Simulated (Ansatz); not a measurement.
**SiF under compression: one row to predict**

The structure comes from a proposed guess, relaxed at this level; another structure or a mixture of phases may lie lower.

Theory: Ansatz, DFT PBE, scalar-relativistic, plane waves, PAW. The final run on the 4-atom cell used 420 eV, a Γ-centred 12×12×6 mesh, 0.02 eV smearing and no spin polarisation.

```cif
data_structure
_symmetry_space_group_name_H-M 'P 1'
_symmetry_Int_Tables_number 1
_cell_length_a 3.9708
_cell_length_b 3.9708
_cell_length_c 6.2606
_cell_angle_alpha 90.000
_cell_angle_beta 90.000
_cell_angle_gamma 120.000
_cell_volume 85.49
loop_
_atom_site_label
_atom_site_type_symbol
_atom_site_fract_x
_atom_site_fract_y
_atom_site_fract_z
_atom_site_occupancy
Si1 Si 0.66667 0.33333 0.94426 1
Si2 Si 0.33333 0.66667 0.05574 1
F1 F 0.66667 0.33333 0.68430 1
F2 F 0.33333 0.66667 0.31570 1
```

The cell was set to several volumes, with shape and atoms relaxed at each where symmetry leaves them free. Pressure is positive in compression, and energies count from the lowest row.

| row | V (Å³/atom) | P (GPa) | ΔE (meV/atom) | gap on mesh (eV) |
| --- | --- | --- | --- | --- |
| 1 | 18.808 | 1.65 | 10.1 | 0.44 |
| 2 | 19.449 | 1.01 | 4.9 | 0.48 |
| 3 | 20.090 | ? | ? | ? |
| 4 | 20.731 | 0.34 | 0.5 | 0.53 |
| 5 | 21.372 | 0.01 | 0.0 | 0.56 |
| 6 | 22.013 | -0.10 | 0.1 | 0.58 |
| 7 | 22.655 | -0.16 | 0.6 | 0.59 |
| 8 | 23.510 | -0.19 | 1.3 | 0.61 |

Question: Find B = −V·ΔP/ΔV from rows 4 and 6 and from rows 1 and 2, and from the two its slope B′ and its value B0 at zero pressure.

Answer: Rows 4 and 6 give −(20.731 + 22.013)/2 × (-0.10 − (0.34))/(22.013 − 20.731) = 7.3 GPa at a mean pressure of 0.12 GPa. Rows 1 and 2 give −(18.808 + 19.449)/2 × (1.01 − (1.65))/(19.449 − 18.808) = 19.1 GPa at a mean pressure of 1.33 GPa. So B′ = (19.1 − 7.3)/(1.33 − (0.12)) = 9.75 and B0 = 7.3 − 9.75 × (0.12) = 6.1 GPa. A third-order Birch–Murnaghan fit to all the energies gives B0 = 4.6 GPa and B′ = 18.8.

Question: Estimate the pressure and energy of row 3.

Answer: From row 5, V0 = 21.372 × (1 + (0.01)/6.1) = 21.407 Å³/atom. Murnaghan's form P = (B0/B′)·[(V0/V)^B′ − 1] gives (6.1/9.75) × [(21.407/20.090)^9.75 − 1] = 0.54 GPa; the computed pressure is 0.56 GPa, so the estimate is off by -0.02 GPa. The work of compression from row 4, with the mean of the two pressures, gives ΔE = 0.5 + (0.54 + 0.34)/2 × (20.731 − 20.090)/160.2 × 1000 = 2.3 meV/atom (1 eV/Å³ = 160.2 GPa); the computed value is 1.9 meV/atom.

Question: Fit the gap against pressure through the other rows and estimate it at the computed pressure of row 3.

Answer: Over the 7 rows the mean pressure is 0.3657 GPa and the mean gap is 0.541 eV. The sums of products of deviations are S_xx = 2.994 and S_xy = -0.2578, so the slope is -0.2578/2.994 = -0.08611 (r = -0.98, rms misfit 0.01 eV). At 0.56 GPa the line gives 0.541 + (-0.08611) × (0.56 − 0.3657) = 0.52 eV. The computed value is 0.51 eV, so the line is off by +0.01 eV, less than the largest miss among the fitted rows (0.02 eV).

Weakly bound directions are ill-defined at this level, which has no dispersion term. Kohn–Sham gaps at this level usually fall short of measured ones. All volumes keep the k mesh of the relaxed cell. A later test with randomly moved atoms came back to the same energy, though modes that don't fit the test's cell weren't probed.

The coordinates describe buckled silicon sheets, each atom bonded to three silicon neighbours and capped by one fluorine, with fluorine layers facing each other across a gap that no covalent bond spans. This explains the small bulk modulus: compression probably closes the space between sheets first and leaves the stiff Si–Si and Si–F bonds nearly intact. Repulsion between the closed-shell fluorine layers then rises steeply, so the solid hardens quickly. The disagreement between 9.75 and 18.8 for B′ suggests that the modulus doesn't grow linearly with pressure, and neither value should be carried far beyond the range computed.

The gap narrows with every step of compression, plausibly because closer sheets overlap more and broaden the band edges. It changes faster per unit pressure on the expanded side, where the lattice is softest, so the fitted slope is an average and not a constant pressure coefficient. Without the cell shape at each volume, the effect of sheet spacing on the gap can't be separated from that of strain within the sheets.
